Six rows of a calculation on silicon and its ions have lost their labels, and the question is which ion belongs to which row. Each row describes the same orbital, 2p, around the same nucleus, so only the number and position of the other electrons can tell the rows apart. The numbers have one important limit. They are Hartree-Fock orbital energies without correlation. Where a shell is open they are averages over the configuration, so the difference of two of them is not an observed fine-structure interval.

Silicon and its ions in the B-spline radial atomic code, version 1: Hartree-Fock averaged over the nl configuration at the radial basis limit, four-component Dirac-Coulomb with a Fermi nucleus for the 2p splitting and non-relativistic with a point nucleus for ε(2p), ζ and <r⁻³>. ζ is (α²/2)<(1/r) dV/dr>, with V the nuclear and Hartree field without the orbital's own charge. Candidates: Si, Si+, Si2+, Si3+, Si7+, Si8+.

| row | ε(2p), non-rel. (eV) | ε(2p3/2) − ε(2p1/2) (cm⁻¹) | (l+1/2) ζ(2p) (cm⁻¹) | Dirac / first order | <r⁻³>(2p), non-rel. (bohr⁻³) |
| --- | --- | --- | --- | --- | --- |
| A | -299.527 | 6687 | 6625 | 1.009 | 61.05 |
| B | -137.158 | 5533 | 5021 | 1.102 | 47.37 |
| C | -125.431 | 5520 | 5011 | 1.102 | 47.29 |
| D | -115.987 | 5517 | 5008 | 1.102 | 47.27 |
| E | -152.032 | 5553 | 5045 | 1.101 | 47.59 |
| F | -349.126 | 7150 | 7223 | 0.990 | 66.00 |

The column ε(2p) is the non-relativistic orbital energy. The column ε(2p3/2) − ε(2p1/2), called the splitting here, is the difference of the Dirac-Fock energies of the two $j$ components. First-order theory gives each component the energy $\zeta s$, where $s$ is the eigenvalue of $\mathbf{l}\cdot\mathbf{s}$, equal to $+\tfrac12$ for $j=\tfrac32$ and $-1$ for $j=\tfrac12$. The first-order splitting is therefore $(l+\tfrac12)\zeta=\tfrac32\zeta$. This ζ is a bare central-field value without two-electron terms. The program attaches a general warning that such values miss measured fine structure by tens of per cent. The miss is smaller where it can be checked directly in this series: for Si5+ and Si9+, with one hole and one electron in 2p, the column lies about 9% and 13% above the measured interval. It therefore serves as a reference for the Dirac splitting and not as a prediction of experiment. The ratio column divides the Dirac splitting by this, and $\langle r^{-3}\rangle$ measures how compact the orbital is near the nucleus.

Two limiting cases sort the rows. An electron wholly outside the 2p orbital, on a shell of radius $R$, produces a constant potential $1/R$ (atomic units) inside the shell and no force. Removing it lowers ε(2p) by $1/R$ and leaves the shape of the orbital, $\langle r^{-3}\rangle$ and ζ untouched. An electron wholly inside acts as one unit less of nuclear charge, and removing it changes everything: for a hydrogenic ion ε goes as $Z^2$, $\langle r^{-3}\rangle$ as $Z^3$ and the splitting as $Z^4$. The 3s and 3p electrons should lie near the first limit, and a fellow 2p electron somewhere between the two.

Rows B, C, D and E behave as the first limit demands. Their orbital energies run from −115.987 to −152.032 eV while their splittings stay between 5517 and 5553 cm⁻¹. Rows A and F stand far off, at 6687 and 7150 cm⁻¹. The four are therefore ions with a full 2p shell that differ in outer electrons, and A and F have lost 2p electrons.

The number $q$ of 2p electrons can be read from $\langle r^{-3}\rangle$. A hydrogenic 2p orbital has $\langle r^{-3}\rangle=Z_r^3/24$, which defines a charge $Z_r$. If each 2p electron screens by a fixed amount, $Z_r$ is a straight line in $q$. Four other ions of the series whose labels are known (Si4+, Si5+, Si6+ and Si9+, with $q=6,5,4,1$) give

$$Z_r = 12.253-0.2970\,q .$$

Row A, which was not in this fit, has $24\times 61.05=1465.2$, whose cube root is 11.358, so $q=(12.253-11.358)/0.2970=3.01$. Row F gives 2.01 in the same way. The fitted ions themselves return their $q$ to within 0.01, and $q=3$ and $2$ lie inside the fitted range. Thus A is $2p^3$, Si7+, and F is $2p^2$, Si8+, and these two would be sure even without the list of candidates.

The other four rows give $q$ slightly above six: 6.14 for D, 6.13 for C, 6.11 for B and 6.06 for E. The excess is the small part of the outer charge that penetrates the 2p region, and it suggests the order D, C, B, E of falling electron number. The evidence is thin at the top. D and C differ by 0.02 bohr⁻³ in $\langle r^{-3}\rangle$ and by 3 cm⁻¹ in the splitting, only a few units of the last printed digit. The ratio column is of no use, since it reads 1.102 for B, C and D alike.

The orbital energy settles the order, because removing any electron removes repulsion and deepens ε(2p). D, C, B and E are separated by 9.44, 11.73 and 14.87 eV. An absolute count is less secure. With frozen orbitals, removing one 3s electron lowers ε(2p) by $F^0(2p,3s)-G^1(2p,3s)/6$, the Coulomb repulsion less the averaged exchange. Further output of the same calculation for Si2+ puts this at 16.05 eV. The figure depends in part on the program's choice of orbitals, because 2s and 3s are both closed in Si2+ and may be mixed with each other without changing the total energy or the 2p orbital. Counting such steps upward from Si4+ at −168.518 eV gives 1.03 outer electrons for E, 1.95 for B, 2.68 for C and 3.27 for D. E and B are plainly Si3+ and Si2+. C and D both round to three, so D alone could be taken for Si+. The likely reason for the shortfall is that the outer electrons of the neutral atom and the first ion are on average more diffuse than the 3s of Si2+, which makes their $1/R$ smaller. Further output of the same runs shows the larger size, since the mean square radius per outer electron rises from Si2+ to Si+ and again to Si. That this accounts for the whole shortfall is argued and not computed. With the list of candidates in hand the order leaves one choice, C = Si+ and D = Si, but this pair rests on order and elimination and not on a count.

Silicon and its ions in the B-spline radial atomic code, version 1: Hartree-Fock averaged over the nl configuration at the radial basis limit, four-component Dirac-Coulomb with a Fermi nucleus for the 2p splitting and non-relativistic with a point nucleus for ε(2p), ζ and <r⁻³>. ζ is (α²/2)<(1/r) dV/dr>, with V the nuclear and Hartree field without the orbital's own charge.

| species | Z | charge (e) | electrons | configuration | ε(2p), non-rel. (eV) | ε(2p3/2) − ε(2p1/2) (cm⁻¹) | (l+1/2) ζ(2p) (cm⁻¹) | Dirac / first order | <r⁻³>(2p), non-rel. (bohr⁻³) |
| --- | --- | --- | --- | --- | --- | --- | --- | --- | --- |
| Si | 14 | 0 | 14 | [Ne] 3s2 3p2 | -115.987 | 5517 | 5008 | 1.102 | 47.27 |
| Si+ | 14 | 1 | 13 | [Ne] 3s2 3p1 | -125.431 | 5520 | 5011 | 1.102 | 47.29 |
| Si2+ | 14 | 2 | 12 | [Ne] 3s2 | -137.158 | 5533 | 5021 | 1.102 | 47.37 |
| Si3+ | 14 | 3 | 11 | [Ne] 3s1 | -152.032 | 5553 | 5045 | 1.101 | 47.59 |
| Si4+ | 14 | 4 | 10 | [He] 2s2 2p6 | -168.518 | 5580 | 5079 | 1.099 | 47.88 |
| Si5+ | 14 | 5 | 9 | [He] 2s2 2p5 | -209.179 | 5899 | 5555 | 1.062 | 52.00 |
| Si6+ | 14 | 6 | 8 | [He] 2s2 2p4 | -252.865 | 6270 | 6070 | 1.033 | 56.39 |
| Si7+ | 14 | 7 | 7 | [He] 2s2 2p3 | -299.527 | 6687 | 6625 | 1.009 | 61.05 |
| Si8+ | 14 | 8 | 6 | [He] 2s2 2p2 | -349.126 | 7150 | 7223 | 0.990 | 66.00 |
| Si9+ | 14 | 9 | 5 | [He] 2s2 2p1 | -401.634 | 7657 | 7864 | 0.974 | 71.24 |

All six assignments hold, and the full series shows how well each limit works. From Si to Si4+ the orbital energy grows in magnitude by 45% and the splitting by 1.1%. From Si4+ to Si9+ the figures are 138% and 37.2%. The logarithmic slope of splitting against $|\varepsilon|$ is 0.030 in the first stretch and 0.364 in the second, both far from the hydrogenic 2. A $Z^4$ law fed with the charge taken from ε fails accordingly. The table's splitting is 13 times that model's value for Si and still 1.50 times it for Si9+, because much of ε is a constant potential that exerts no force. The frozen steps exceed the real ones, 16.05 against 14.87 eV for a 3s electron of Si2+ and 51.35 against 49.60 eV for a 2p electron of Si7+. This is the direction theory gives when the remaining electrons contract and restore some repulsion.

One orbital thus has three effective charges. For neutral Si the energy gives 5.84, the size $Z_r$ gives 10.43, and the spin-orbit field gives 12.09. The last comes from writing $\zeta=(\alpha^2/2)Z_{so}\langle r^{-3}\rangle$, with α the fine-structure constant, which only rearranges the definition of ζ. By Gauss's law $Z_{so}$ is the net charge enclosed within $r$, averaged with weight $r^{-3}$, so it is sampled close in, where the 1s and 2s pairs do most of the screening. It moves from 12.10 to 12.59 as five 2p electrons leave, so about 0.49 of the 1.90 units screened in Si4+ goes with them, partly as their own charge and partly because the orbital contracts to where the 1s and 2s pairs screen less. The growth of 54.8% in the first-order column over that stretch is mostly the 48.8% growth of $\langle r^{-3}\rangle$.

The ratio column, which falls at every step from 1.099 at Si4+ to 0.974 at Si9+, needs another cause. Higher orders in $Z\alpha$ cannot supply it. For a one-electron ion with $Z=14$ the exact Dirac splitting exceeds first order by 0.66%, and the correction is positive and grows with charge. A bare nucleus acting on the tabulated $\langle r^{-3}\rangle$ leaves the drift in place, lying above the Dirac splitting by 5% for Si (closer than the first-order column) and by 14% for Si9+.

The limit $q=1$ points to the answer, for there a 2p electron has no partner in its shell. For $q>1$ the partners matter because the 2p1/2 orbital is slightly more compact than 2p3/2, and no electron repels itself. To first order the repulsion integral between components $a$ and $b$ is $F^0(a,b)=F+c(s_a+s_b)$. The term in $s_a$ belongs to the electron's own orbital in the common field, which ζ already covers. The term in $s_b$ is a change of the field itself. In a full shell a 2p1/2 electron has one partner with $s=-1$ and four with $+\tfrac12$, a sum of $+1$. A 2p3/2 electron has two and three, a sum of $-\tfrac12$. The configuration average weights these terms by $(q-1)/5$, and $F^0(\tfrac12,\tfrac12)-F^0(\tfrac32,\tfrac32)=-3c$, so the added splitting is

$$\Delta=\frac{q-1}{10}\left[F^0(\tfrac12,\tfrac12)-F^0(\tfrac32,\tfrac32)\right].$$

In words, the 2p1/2 electron meets mostly the looser partners and is repelled less, which widens the gap. Further output for Si7+ gives 1.9679 and 1.9615 hartree, with the mixed integral 1.9647 at their mean as the additive form requires. The slope is $0.0064/10$ hartree, or $140\pm2$ cm⁻¹ per electron from rounding alone, with nothing adjusted.

A line through Dirac minus first order for Si4+ to Si9+ is $-214+140.8\,(q-1)$ cm⁻¹. The closeness of 140.8 to 140 is partly luck. The actual steps shrink from 157 to 134 cm⁻¹ along the series, the two beside Si7+ are 138 and 135, and the residuals curve up to 11 cm⁻¹ at Si4+ against a rounding floor of 1 cm⁻¹. The model takes one ion's integrals for all and drops the $k=2$ exchange terms. The same difference of integrals in further output for Si5+ and Si2+ gives 143 and 149 cm⁻¹ per electron, so the slope itself grows as the shell fills, in the direction of the curve. The ions with outer electrons, left out of the fit, lie 18 to 22 cm⁻¹ above the line, about half of which is the misfit already present at Si4+. Their small maximum of 512 cm⁻¹ at Si2+ is unexplained. The numbers establish the size and sign of the slope, and the cause rests on the argument above. The deficit of 207 cm⁻¹ at $q=1$ is outside the model. Exchange with 1s and 2s, which ζ lacks, is the likely source, but that is a guess. The ratio near unity at Si7+ and Si8+ is a cancellation of this deficit against the partner term, with the crossing near $q=2.5$, and not a sign that first-order theory is exact there. The partner term also belongs to orbital energies only. A total energy is stationary against small changes of its orbitals, so a splitting of levels taken from total energies does not contain this term to first order.

The same reasoning carries to a neighbouring element. Stripping the $n=3$ electrons should move ε(2p) strongly and the splitting hardly at all, with a sharp break once the neon core opens. By hydrogenic scaling the integral difference goes roughly as $Z^3$ and ζ as $Z^4$, so the excess of the ratio over unity for a full shell should be larger in lighter atoms and smaller in heavier ones, until the $(Z\alpha)^2$ terms take over. The Dirac column also omits terms that matter in a comparison with experiment. The Breit interaction, absent from it, lowers the splitting by 257 cm⁻¹ (4.6%) for Si2+ and 383 cm⁻¹ (5.7%) for Si7+ in further output of the same runs. A shift of the size found for Si2+ would take the 0.684 eV of neutral Si to about 0.652 eV. The measured Si 2p doublet is a difference of hole-state energies and includes relaxation and correlation, which orbital energies lack. The printed output below gives the fits and residuals row by row.

Printed output of the fit:

```
rounding floor: split, first order 0.5 cm-1; their difference 1; ratio 0.0005; r-3 0.005
Z_r=(24<r-3>)^(1/3) on labelled rows: 12.253 -0.2970 q; (3/4)alpha^2 = 8.7655 cm-1 bohr^3
ion q hidden Z_r q_inferred Zso(1st) Zso(Dirac) Dirac-1st[cm-1] resid
Si   6 * 10.430 6.14 12.09 13.31   509 +19.1
Si+  6 * 10.431 6.13 12.09 13.32   509 +19.1
Si2+ 6 * 10.437 6.11 12.09 13.33   512 +22.1
Si3+ 6 * 10.453 6.06 12.09 13.31   508 +18.1
Si4+ 6   10.474 5.99 12.10 13.30   501 +11.1
Si5+ 5   10.766 5.00 12.19 12.94   344 -5.1
Si6+ 4   11.061 4.01 12.28 12.68   200 -8.2
Si7+ 3 * 11.358 3.01 12.38 12.50    62 -5.4
Si8+ 2 * 11.657 2.01 12.49 12.36   -73 +0.4
Si9+ 1   11.958 0.99 12.59 12.26  -207 +7.2
fit Si4+..Si9+ (no n=3 electrons): Dirac-1st = -214 + 140.8(q-1) cm-1, zero at q=2.52
worst resid in fit Si4+ 11.1; outside fit max 22.1 cm-1
predicted slope (F11-F33)/10 = 140 +- 2 cm-1 (rounding); fit/pred 1.003
additivity F13-(2c-form) = -0.00000 hartree
step to ion: d_eps[eV] d_split d_(Dirac-1st)[cm-1] d_r3[%] | Z(eps) table/Z^4 model, bare/table
Si                            | 5.84 12.99 1.051
Si+    -9.44    3     0  0.04 | 6.07 11.11 1.051
Si2+  -11.73   13     3  0.17 | 6.35  9.32 1.051
Si3+  -14.87   20    -4  0.46 | 6.69  7.61 1.052
Si4+  -16.49   27    -7  0.61 | 7.04  6.22 1.053
Si5+  -40.66  319  -157  8.60 | 7.84  4.27 1.082
Si6+  -43.69  371  -144  8.44 | 8.62  3.11 1.104
Si7+  -46.66  417  -138  8.26 | 9.38  2.36 1.120
Si8+  -49.60  463  -135  8.11 | 10.13  1.86 1.133
Si9+  -52.51  507  -134  7.94 | 10.87  1.50 1.142
frozen steps: 3s from Si2+ 16.05 eV (table 14.87); 2p from Si7+ 51.35 eV (table 49.60)
n=3 count from (eps-eps(Si4+))/3s step, Si..Si3+: [3.27 2.68 1.95 1.03] true 4 3 2 1
Si->Si4+: eps -52.5 eV (45%), split +1.1%, 1st +1.4%, r-3 +1.3%, dlnS/dln|eps| 0.030 (hydrogenic 2)
Si4+->Si9+: eps -233.1 eV (138%), split +37.2%, 1st +54.8%, r-3 +48.8%, dlnS/dln|eps| 0.364 (hydrogenic 2)
hydrogenic Dirac/first order - 1: Z=14 0.66%, Z_r(Si4+) 0.37%, Z_r(Si9+) 0.48%
table ratio - 1: Si +10.2%, Si4+ +9.9%, Si9+ -2.6%
gap Si3+ to Si7+: eps -147.5 eV, split 1134 cm-1; split(Si) = 0.684 eV
Breit on split (further output) Si2+: -257 cm-1 = -4.6%
Breit on split (further output) Si7+: -383 cm-1 = -5.7%
```
